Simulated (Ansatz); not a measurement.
## Ge: energy less free atoms and pressure against volume per atom

Periodic Kohn-Sham DFT of a crystal at fixed atoms; pressure and stress are positive in compression; the energy is the free energy less that of spherical unpolarised free atoms; site moments are those in the method's own spheres, positive along +z. The results are calculated, by Ansatz 0.2.0.

Cell of the first row (space group Fd-3m, No. 227):
```
cell vectors (Å)
   0.0000     2.7710     2.7710
   2.7710     0.0000     2.7710
   2.7710     2.7710     0.0000
atoms (fractions of the cell vectors)
Ge  0.50000  0.50000  0.50000
Ge  0.75000  0.75000  0.75000
```

Settings of every row: method all-electron LAPW; functional LDA; relativity scalar; k mesh 10x10x10; filling fermi-dirac; smearing width 0.05 eV; basis error target 0.25 meV/atom; nucleus gaussian.

Atom start moment: 0 on all atoms.

Limits of some rows: small gap, it may come from the mesh (row 1, 2).

| row | volume per atom (Å³) | energy less free atoms (eV/atom) | pressure (GPa) |
| --- | --- | --- | --- |
| 1 | 21.278 | -5.1784 | 3.417 |
| 2 | 21.73 | -5.1855 | 1.653 |
| 3 | 22.183 | -5.1879 | 0.113 |
| 4 | 22.409 | -5.1876 | -0.591 |
| 5 | 22.636 | -5.1863 | -1.261 |
| 6 | 22.862 | -5.184 | -1.896 |
| 7 | 23.088 | -5.1809 | -2.495 |
| 8 | 23.541 | ? | ? |
| 9 | 23.994 | -5.1608 | -4.552 |

Question: what energy less free atoms and pressure should row 8 give?

Worked fit of energy less free atoms. Take u = (V_r/V)^(2/3) − 1 with V_r = 22.523 Å³ an atom, which is twice the finite (Eulerian) strain; such expansions in the strain, on which the Birch-Murnaghan equation of state is built, carry the rest volume and the bulk modulus. The shown rows have u = 0.03864, 0.02418, 0.01019, 0.00339, -0.00333, -0.00991, -0.01638, -0.0413. Least squares give energy less free atoms = −5.18704 − 0.1988 × u + 10.755 × u² + 4.5 × u³ eV/atom; a parabola predicts inner rows, each left out in turn, worse (root mean square 7.7e-05 against 3.9e-05 eV/atom). All shown rows lie on it to the printed digit. Its lowest point lies at u = 0.0092, or V = 22.22 Å³ an atom, and the curvature there gives the bulk modulus at fixed shape and fractions, B = (4/9)(1 + u)² E″(u)/V = 71 GPa. The withheld row has u = -0.02904, so the fit gives −5.18704 − 0.1988 × (-0.02904) + 10.755 × (-0.02904)² + 4.5 × (-0.02904)³ = -5.1723 eV/atom.

The calculation gave -5.1723 eV/atom. The fit meets it to the printed digit.

Worked fit of pressure. Take u = (V_r/V)^(2/3) − 1 with V_r = 22.523 Å³ an atom, which is twice the finite (Eulerian) strain; such expansions in the strain, on which the Birch-Murnaghan equation of state is built, carry the rest volume and the bulk modulus. The shown rows have u = 0.03864, 0.02418, 0.01019, 0.00339, -0.00333, -0.00991, -0.01638, -0.0413. Least squares give pressure = −0.9371 + 100.332 × u + 312.24 × u² GPa; a straight line predicts inner rows, each left out in turn, worse (root mean square 0.15 against 0.011 GPa). The rows lie off it by 0.011, -0.018, -0.005, 0.002, 0.007, 0.005, 0.002, -0.004 (root mean square 0.0084 GPa). The pressure vanishes at u = 0.0091, or V = 22.22 Å³ an atom, and there the bulk modulus at fixed shape and fractions is B = −V dP/dV = (2/3)(1 + u) dP/du = 71.3 GPa. The withheld row has u = -0.02904, so the fit gives −0.9371 + 100.332 × (-0.02904) + 312.24 × (-0.02904)² = -3.587 GPa.

The calculation gave -3.588 GPa. The fit lies 0.001 GPa (0.013 % of the column's range) above it, one unit of the last digit.
